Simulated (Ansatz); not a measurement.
**A family of molecules: the HOMO–LUMO gap**

One atom is swapped for its congeners: C2H8GeO `C[O][GeH2][CH3]`; C2H8GeS `C[S][GeH2][CH3]`; C2H8GeSe `[CH3][GeH2][Se]C`. All are singlets with charge 0.

Shapes, held fixed at every level: PBE0-D4/def2-TZVP. Flexible molecules stand in one conformer, not always the lowest. Programs: Ansatz 0.2.0. Values in eV.

```
                level  C2H8GeO  C2H8GeS  C2H8GeSe
     SPW92/def2-TZVPP     5.69     4.85      4.35
    PBE-D4/def2-TZVPP     5.89     4.98      4.45
  B3LYP-D4/def2-TZVPP     7.82     6.60      5.96
r2SCAN0-D4/def2-TZVPP     8.78     7.46      6.77
   wB97M-V/def2-TZVPP    12.39    11.04     10.37
   wB97X-V/def2-TZVPP    12.76    11.49     10.75
```

At wB97X-V/def2-TZVPP the HOMO–LUMO gap falls at every step, from 12.76 to 10.75 eV. Every level shows the same order. Relativity is left out for Ge, Se unless named. Orbital gaps aren't excitation energies, and the LUMO depends on the basis.

Replacing oxygen by sulfur narrows the gap more than replacing sulfur by selenium, and this holds at every level. The pattern fits a HOMO that is mainly a chalcogen p-type lone pair. Down the group the valence p shell becomes more diffuse and less tightly bound, with the largest change between oxygen and sulfur, so the occupied level rises. Weaker overlap in the Ge–chalcogen and C–chalcogen bonds probably also lowers the σ* orbitals, which would add to the narrowing if they contribute to the LUMO.

The ordering is therefore well supported, but the absolute gap is not: for the oxygen compound it runs from 5.69 to 12.76 eV, a spread much larger than the effect of substitution at any one level. This probably reflects mainly how much exact exchange each functional includes, and at what range, since that sets the separation of occupied and empty levels. The gaps alone do not show how much of the trend comes from a rising HOMO and how much from a falling LUMO.
